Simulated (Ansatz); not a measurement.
# Fitting the PBE energy curve of GaF

```
Ga F
1.0
     0.00000    2.84624    2.84624
     2.84624    0.00000    2.84624
     2.84624    2.84624    0.00000
Ga F
1 1
Direct
  0.25000 0.25000 0.25000
  0.00000 0.00000 0.00000
```

The cell comes from a database or a generator and needn't be the stable form of this composition.

The cell was scaled at fixed shape and fractions and run with Ansatz, Ansatz PAW (earlier soft set), cutoff 420 eV; PBE, k mesh 8 × 8 × 8 on the cell of 2 atoms, fermi-dirac occupations of 0.05 eV, no spin polarisation, no spin-orbit coupling. Energies are those that the program minimises, any entropy of the smearing included.

| V (Å³/atom) | energy over the lowest row (meV/atom) |
| --- | --- |
| 21.6742 | 7.636 |
| 22.1353 | 3.324 |
| 22.5965 | 0.813 |
| 23.0576 | 0.000 |
| 23.5188 | ? |
| 23.9799 | 2.662 |
| 24.4411 | 5.934 |

Task: Fit the third-order Birch-Murnaghan form, give V0, B0 and B′, and predict the energy left open.

Result: With y = (V0/V)^(2/3), E = E0 + (9 V0 B0/16) [(y - 1)³ B′ + (y - 1)² (6 - 4y)]. Least squares through the rows shown give V0 = 23.0779 Å³/atom, E0 = -0.015 meV, B0 = 25.96 GPa (1 eV/Å³ = 160.218 GPa) and B′ = 3.84, with a largest miss of 0.014 meV. At V = 23.5188 the form with these constants gives 0.647 meV; the run gave 0.646 meV an atom.

The curve describes a soft solid: a bulk modulus of 25.96 GPa is in the range of alkali halides and far below that of the tetrahedral gallium pnictides. The formal charges suggest why. Ga(I) keeps its 4s pair and carries only a single positive charge, so the attraction to fluoride is modest and there is no full set of strong sp³ bonds to resist compression. Compression costs more than a similar expansion because the short-range repulsion between closed shells steepens faster than the electrostatic attraction.

With B′ = 3.84, close to the value at which the third-order term vanishes, the curve is nearly second-order in Eulerian strain. The close match at the open volume supports the smoothness of the curve, but as an interpolation near the minimum it hardly tests the form under strong compression. Both atoms sit on zincblende sites fixed by symmetry, so holding the fractions costs no internal relaxation within that structure. Uniform scaling can't reveal whether the gallium lone pair would drive an off-centre or shear distortion.
